PBE puts the band gap of this silicon carbon nitride at 1.99 eV, HSE06 at 3.44 eV. If the gap alone decides, the first crystal absorbs visible light and the second is clear. Yet the two levels agree closely on the shape of the empty bands, so a single constant taken from HSE06 repairs the PBE conduction bands. The filled bands, however, change shape between the two runs, and no constant can mend that, though a denser HSE06 mesh has yet to confirm the size of the change.

Band levels of Si5CN8 (14-atom cell built as a beta-nitride, space group Pm) from Ansatz 0.2.0, plane-wave PAW, 420 eV cutoff, no spin polarisation, at the r2SCAN geometry. The cheaper level is PBE (4×10×4 k mesh), the costlier one HSE06 (2×6×2). Energies count from each level's own valence top; v1 is the highest filled band, c1 the lowest empty one.

| point name | band v2, cheaper level (eV) | band v1, cheaper level (eV) | band c1, cheaper level (eV) | band c2, cheaper level (eV) | band v2, costlier level (eV) | band v1, costlier level (eV) | band c1, costlier level (eV) | band c2, costlier level (eV) |
| --- | --- | --- | --- | --- | --- | --- | --- | --- |
| Gamma | -0.373 | -0.364 | 1.990 | 4.400 | -0.420 | -0.336 | 3.438 | 5.875 |
| Z | -1.687 | -1.065 | 3.735 | 4.304 | -1.771 | -1.224 | 5.154 | 5.799 |
| D | -1.439 | -0.846 | 4.001 | 4.412 | -1.510 | -0.980 | 5.465 | 5.955 |
| B | -0.457 | -0.431 | 2.207 | 4.565 | -0.464 | -0.369 | 3.692 | 6.066 |
| A | -0.486 | -0.417 | 2.197 | 4.491 | -0.472 | -0.385 | 3.661 | 5.956 |
| E | -1.337 | -1.084 | 3.521 | 4.742 | -1.394 | -1.203 | 4.957 | 6.205 |
| C_2 | -1.283 | -0.802 | 3.991 | 4.460 | -1.346 | -0.940 | 5.454 | 5.976 |
| Y_2 | -0.534 | -0.383 | 2.058 | 4.540 | -0.532 | -0.340 | 3.514 | 6.024 |

Each level of theory counts its energies from its own valence top, which lies between Γ and Z and so in no row. The bands v1 and v2 are the highest two filled ones, c1 and c2 the lowest two empty ones. Since c1 is lowest at Γ, its value there is the indirect gap. Both levels use the same atomic positions, so no change of structure enters the step between them. The valence top is the highest level among the sampled k points, and a slightly higher one between them would shift all levels of that method equally.

The name beta-nitride describes how the cell was built. After relaxation carbon has only two close neighbours, not the four of an ideal site of that structure. Spin polarisation was left out, so unpaired electrons on atoms that lost a neighbour can't be ruled out. The crystal is a hypothetical prototype whose stability wasn't tested, so the gaps and colours below belong to this model cell and not to a known material.

## Why the gap opens

The hydrogen atom shows part of the effect in its simplest form. Its only electron should not repel itself, but the potential of a semilocal functional such as PBE cancels this self-repulsion only in part, and the filled level ends up several eV too high. Exact exchange removes it completely. The analogy gives the direction for filled states and no more: in a crystal the electrons are spread over many cells, and HSE06 replaces only a quarter of the PBE exchange, at short range.

Empty states need a second step. In PBE the same exchange potential attracts filled and empty states alike. Exact exchange works through the overlap of a state with the filled orbitals, and it favours the filled states themselves. Swapping some of one for the other therefore pulls filled and empty levels apart.

The band edges before alignment fit this picture. From PBE to HSE06 the valence top falls by 0.93 eV and the conduction minimum rises by 0.52 eV, provided that both calculations share the same zero of potential. The gap itself doesn't depend on that condition. The step from PBE to HSE06 thus seems to be shared by both edges, which matters when levels are lined up with those of another material.

## One constant for the empty bands

If exchange raises all empty states by about the same amount, the correction is a rigid shift:

$$E_c^{\mathrm{HSE06}}(k)\approx E_c^{\mathrm{PBE}}(k)+\Delta .$$

Here $E_c(k)$ is the energy of an empty band at the point $k$, counted from the valence top, and $\Delta$ is the step of the gap. The c1 levels at Γ give $\Delta = 3.438-1.990 = 1.448$ eV.

The point D, which had no part in setting $\Delta$, serves as a test. PBE has c1 there at 4.001 eV, so the estimate is $4.001+1.448=5.449$ eV, against 5.465 eV in HSE06. Multiplying by the ratio of the two gaps instead would give about 6.9 eV, far too high. For the empty bands the correction is close to a shift, not a stretch of the energy scale.

Over all eight points, with c1 at Γ matched by construction, the shift reproduces c1 to within 0.04 eV and c2 to within 0.10 eV of HSE06. PBE also puts the points in the same order in c1. From the points with no component along the short axis b (Γ, B, A, Y_2) to those on the zone face along b (Z, D, E, C_2), c1 climbs by 1.70 eV on average in PBE and by 1.68 eV in HSE06. That difference is too small to interpret, because the HSE06 mesh of k points is coarse and its convergence is untested.

## Where the constant fails

The filled band v1 is stretched along b. Between the same two groups of points it drops by 0.55 eV on average in PBE and by 0.73 eV in HSE06. This comparison doesn't depend on where the valence top is placed, since a common shift of the levels cancels. It can depend on the k mesh, which is coarser for HSE06: without a run on a denser one, part of the stretch could come from the mesh and not from exact exchange. Bands are numbered by energy, so v1 may be a different kind of state at different points. A mere swap of v1 and v2 can't explain the stretch, though, because the mean of the two bands is stretched too, by 0.12 eV.

Exact exchange is known to widen valence bands, which fits the direction of this change. Depth below the valence top doesn't set the size, however: on the zone face v2 lies deeper than v1 and yet moves less. A difference in orbital character between the two bands could be the reason, but this is a guess that a projection onto atoms would have to test.

The stretch enters the energies that join v1 on the zone face to an empty level. At D the vertical gap, from v1 to c1 at the same point, is 4.847 eV in PBE. Adding the constant gives 6.295 eV, while HSE06 has 6.445 eV. The estimate is 0.15 eV short, nearly all of it because v1 has moved down.

## What to use for which purpose

**Colour and transparency need HSE06.** The vertical gap at Γ corresponds to green light of 527 nm in PBE and to ultraviolet light of 329 nm in HSE06. Hybrid functionals usually come closer to measured gaps, though errors of a few tenths of an eV remain common. The attraction between electron and hole and the motion of the lattice also shift a real absorption edge, and both are absent here.

**The layout of the conduction bands can come from PBE.** It finds the minimum at Γ and the steep climb along b, as HSE06 does. With the constant added, the empty levels are good to about 0.1 eV relative to HSE06 at the points in the table. The constant belongs to this crystal and has to be computed afresh for another one.

**Filled bands, and spectra well above the edge, call for HSE06 levels** once an error of 0.15 eV matters. A denser HSE06 mesh has to show first that the levels hold still on that scale, and all the more for an aim of a few hundredths of an eV. Thermal energy at room temperature is only about 0.03 eV, so a question about which valence states hold the holes can fall into this class.

The cost explains the division of labour. PBE treats the k points almost independently, so its work grows roughly with their number. Exact exchange couples each point with the others, so its work grows roughly with the number of pairs. Moving HSE06 from its 2×6×2 mesh to the 4×10×4 mesh of PBE would mean about 44 times as many pairs, before symmetry is used.

A sensible order of work follows. Map the bands with PBE on a dense mesh, then run HSE06 once at the same geometry, on a coarse mesh that contains or nearly meets both band edges found by PBE, and read off the constant. Compare v1 at a point such as Z or D before trusting the shift for vertical gaps. If differences of 0.1 to 0.2 eV matter, test a denser HSE06 mesh too, since the error of the coarse one isn't known here.
